The more completely a method describes how electrons avoid one another, the closer its atomization energy should come to experiment. For phosphine, PH₃, the table seems to say the opposite. Full configuration interaction (FCI), which solves the valence-electron problem exactly within the chosen basis, recovers too little binding by about a sixth of the measured value. Several ordinary density functionals come within a few per cent.

Phosphine, PH₃ (neutral singlet), computed with Ansatz 0.2.0 at the listed levels in the 6-31G* basis, at the MP2(full)/6-31G* geometry, with the phosphorus core (1s, 2s, 2p) uncorrelated and no relativity. The measured atomization energy, 1012.1 kJ/mol, is electronic, with zero-point and thermal terms removed. B3LYP uses VWN-RPA.

| level | computed less measured atomization energy (kJ/mol) | rough wall time (s) |
| --- | --- | --- |
| RHF | -322.0 | 0.3 |
| RMP2 | -197.9 | n/a |
| CISD | -184.5 | 0.6 |
| RCCSD | -171.1 | n/a |
| RCCSD(T) | -166.4 | 0.3 |
| BCCD(T) | -166.4 | 0.5 |
| RCCSDT | -165.7 | n/a |
| CISDTQ | -166.2 | 2 |
| RCCSDT(Q) | -165.6 | 1 |
| RCCSDTQ | -165.6 | 8 |
| CASSCF valence | -190.9 | n/a |
| NEVPT2 valence | -176.4 | 1 |
| MRCISD valence | -171.2 | n/a |
| MRCISD+Q valence | -171.2 | 2 |
| FCI | -165.5 | 3 |
| SPW92 | 96.7 | 0.4 |
| PBE | -29.6 | 0.6 |
| r2SCAN | -32.2 | 0.9 |
| PBE0 | -39.5 | 0.6 |
| B3LYP | -11.4 | 0.5 |
| CAM-B3LYP | -11.7 | 0.6 |
| wB97M-V | 3.8 | 2 |
| B2PLYP | -66.2 | 0.7 |
| RPA-PBE | -135.2 | 0.6 |

A negative entry under "computed less measured atomization energy" means that the molecule is bound too weakly. The mean-field method RHF falls short by 322 kJ/mol. Full treatment of valence correlation repairs a little less than half of this, and 165.5 kJ/mol remain. The failure worth explaining is this remainder, because no better method for the same electrons in the same basis can remove it.

**How the failure shows itself**

The telling sign is a ladder of methods that has settled in the wrong place. RCCSD(T), which is coupled cluster with single and double excitations and a perturbative estimate of triples, differs from FCI by only 0.9 kJ/mol. The coupled-cluster rows with a full treatment of triples lie closer still. When the last steps of a ladder change the answer by about one unit and the answer is still more than a hundred units from experiment, the error must lie in something that all these rows share.

Ranking by closeness to experiment gives a second sign. All nine density-based rows beat FCI, including the local functional SPW92, which overbinds by 97 kJ/mol. A ranking that puts a local functional ahead of the exact solution does not measure the quality of the theory. It compares different sums of errors, some of which cancel.

**Why the exact solution misses**

What the wave-function rows share is chiefly the small basis. Core correlation and relativity are shared too, but they are known to matter by only a few kJ/mol in this molecule. The basis gives hydrogen only s functions and phosphorus a single set of d functions. Blaming it is an argument by elimination, since all rows use the same basis, but the physics behind it is well established.

Two electrons in one bond lower their energy by staying on opposite sides of a nucleus or of the bond. A wave function describes this by mixing in excitations to empty orbitals. The antibonding orbitals supply part of what is needed, but an accurate description also requires orbitals of higher angular momentum. In the free phosphorus atom the three p electrons have parallel spins, so the Pauli principle already keeps them apart. In PH₃ each of them shares a bond with an electron of opposite spin. The molecule therefore has more correlation to describe than the atoms, and it loses more when the basis is poor. The mean-field part of the bond also suffers from the small basis, and these rows do not separate the two shares.

**Why the functionals look better**

An ordinary functional computes correlation from the electron density, its derivatives and, in some cases, other quantities built from the occupied orbitals. It needs the basis to describe the occupied orbitals, but not to build the correlated motion out of empty ones. It therefore escapes much of the basis error, though not its own error. The miss of only 3.8 kJ/mol for wB97M-V is the sum of both, and its small size does not show that either is small.

The double hybrid B2PLYP offers a check, because it takes 27% of its correlation from second-order perturbation theory, which does use empty orbitals. Mixing 27% of the RMP2 miss with 73% of the B3LYP miss gives −62 kJ/mol; with PBE0 in place of B3LYP it gives −82 kJ/mol. The computed value is −66 kJ/mol. This is consistent with the explanation but does not isolate the basis error: neither functional is the true density part of B2PLYP, and the RMP2 miss also contains the error of second-order theory itself. RPA-PBE, whose correlation comes entirely from excitations into empty orbitals, has the largest shortfall of the density-based rows, although its own error contributes as well.

**A failure that does belong to the method**

With the basis held fixed, FCI becomes the proper reference, and real faults of method appear. CISD, which allows only single and double excitations from the RHF determinant, lies 19 kJ/mol below FCI. RCCSD uses the same kinds of excitation but also includes their products, and its gap is only 5.6 kJ/mol. The comparison points to what CISD lacks: two electron pairs excited at the same time.

A simple model gives the size of this loss. Take $n$ identical, independent electron pairs, each with one excited state at energy $2\Delta$, coupled to the ground state by $K$. Treated separately, the pairs gain to fourth order in $K$

$$n\left(\frac{K^2}{2\Delta}-\frac{K^4}{8\Delta^3}\right).$$

CISD permits only one excited pair at a time, so the pairs compete for the same ground-state determinant. The second term then grows to $n^2K^4/8\Delta^3$. With $E_c\approx nK^2/2\Delta$ for the size of the correlation energy and $w\approx nK^2/4\Delta^2$ for the weight of the double excitations, the loss is

$$L\approx E_c\,w\,\frac{n-1}{n}.$$

PH₃ has eight valence electrons, hence $n=4$. The CISD wave function has moved 0.133 electrons into empty orbitals, and since each double excitation moves two, $w\approx0.066$. With a CISD correlation energy of 327 kJ/mol, the estimate is $L\approx327\times0.066\times3/4\approx16$ kJ/mol.

The computed RCCSD correlation energy of the molecule exceeds that of CISD by 14.8 kJ/mol. Nothing was fitted, but the closeness should not be overrated: solving the same model without the expansion gives 18 kJ/mol. Real pairs are neither identical nor independent. The model explains the size of the loss, not its last few kJ/mol.

The +Q correction is meant to mend this kind of fault in truncated configuration interaction, yet the MRCISD and MRCISD+Q rows are identical. The table does not show whether the correction was really applied, so nothing about its worth follows from these two rows.

The free atoms hide part of the damage. In the molecule alone CISD loses 24 kJ/mol against RCCSDTQ, the highest coupled-cluster row, but in the atomization energy only 19 kJ/mol. The phosphorus atom has a loss of its own, about 5 kJ/mol, which cancels part of the loss in the molecule. The printed output after this text gives these comparisons together with the B2PLYP estimates.

**Telling the two failures apart**

A neighbouring series would keep the method and enlarge the basis. There the RCCSD(T) miss should shrink strongly, while an ordinary functional should move less. A series of more and more separate PH₃ molecules in one calculation would expose the other fault: the CISD loss would grow faster than the number of molecules, because ever more pairs compete for one determinant.

Phosphine supplies phosphorus for doping silicon and for growing indium phosphide. For reaction energies in such processes, agreement between high-level methods in one small basis is not enough. The basis needs its own test, above all where P–H bonds are broken without similar bonds being formed.

Numerical output:

```
FCI atomization energy too small against measurement by, kJ/mol: 165.5
the same as percent of the measured value: 16.35
binding gained from RHF to FCI in this basis, kJ/mol: 156.5
part of the RHF miss that remains at FCI, percent: 51.4
number of rows nearer to measurement than FCI: 9
RMP2 below FCI, kJ/mol: 32.4
CISD below FCI, kJ/mol: 19
RCCSD below FCI, kJ/mol: 5.6
RCCSD(T) below FCI, kJ/mol: 0.9
CISDTQ below FCI, kJ/mol: 0.7
valence CASSCF below FCI, kJ/mol: 25.4
valence NEVPT2 below FCI, kJ/mol: 10.9
RPA above FCI, kJ/mol: 30.3
B2PLYP miss estimated from RMP2 and B3LYP, kJ/mol: -61.76
B2PLYP miss estimated from RMP2 and PBE0, kJ/mol: -82.27
B2PLYP miss computed, kJ/mol: -66.2
CISD correlation energy of the molecule, kJ/mol: 326.7
weight of double excitations in CISD, percent: 6.635
CISD loss in the molecule against RCCSDTQ, kJ/mol: 23.69
CISD loss in the atomization energy against RCCSDTQ, kJ/mol: 18.9
CISD loss that cancels against the free atoms, kJ/mol: 4.793
RCCSD correlation energy less CISD in the molecule, kJ/mol: 14.8
four-pair estimate of this difference, leading order, kJ/mol: 16.26
four-pair estimate, closed solution, kJ/mol: 18.04
```
